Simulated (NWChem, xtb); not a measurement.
# How methods differ on BH3S2 (SMILES SBS)

BH3S2: 6 atoms, total charge 0, spin state singlet. SMILES: `SBS`. The coordinates come from a PBE0-D4/def2-TZVP relaxation. This is one conformer, not always the lowest.

```jsonl
{"atom": "S", "x (Å)": "-0.8199", "y (Å)": "-0.6052", "z (Å)": "-1.5165"}
{"atom": "B", "x (Å)": "0.0914", "y (Å)": "-0.4536", "z (Å)": "0.0089"}
{"atom": "S", "x (Å)": "0.3331", "y (Å)": "1.1148", "z (Å)": "0.8298"}
{"atom": "H", "x (Å)": "-1.1456", "y (Å)": "0.6881", "z (Å)": "-1.6946"}
{"atom": "H", "x (Å)": "0.5355", "y (Å)": "-1.4622", "z (Å)": "0.4575"}
{"atom": "H", "x (Å)": "1.0476", "y (Å)": "0.6541", "z (Å)": "1.8688"}
```

Quantity: the dipole moment, in D. The values are calculated.

| level | kind | program | value (D) |
| --- | --- | --- | --- |
| GFN2-xTB | semi-empirical | xtb | 1.52 |
| GFN0-xTB | semi-empirical | xtb | 1.57 |
| GFN1-xTB | semi-empirical | xtb | 1.01 |
| HF/STO-3G | Hartree–Fock | NWChem | 0.78 |
| HF/3-21G | Hartree–Fock | NWChem | 1.39 |
| SVWN5/cc-pVDZ | LDA | NWChem | 0.89 |
| SVWN5/aug-cc-pVDZ | LDA | NWChem | 0.78 |
| B3LYP/STO-3G | global hybrid | NWChem | 0.90 |
| B3LYP/3-21G | global hybrid | NWChem | 1.16 |
| B3LYP/6-31G* (spherical functions) | global hybrid | NWChem | 0.93 |

The values span 0.78 to 1.57 D. Magnitudes only. Sets without polarisation functions give poor dipoles.

The dipole is a small remainder of opposing contributions, so modest changes in the density shift it noticeably. In this planar conformer one S–H bond points towards the other sulfur and the other towards the B–H side, so their bond moments partly cancel. Donation from the sulfur lone pairs into the formally empty boron p orbital also opposes the σ polarisation towards sulfur.

With B3LYP, the value rises from STO-3G to 3-21G, then falls to 0.93 D with 6-31G*, probably because d functions describe the anisotropic density around sulfur better. Replacing Hartree–Fock with B3LYP raises the dipole in STO-3G but lowers it in 3-21G, so these pairs reveal no uniform effect of correlation or exchange. The match between HF/STO-3G and SVWN5/aug-cc-pVDZ is therefore best read as error compensation. GFN1-xTB lies near the density-functional values in polarised bases, whereas GFN2-xTB and GFN0-xTB lie well above them, but one molecule cannot rank the tight-binding models in general.
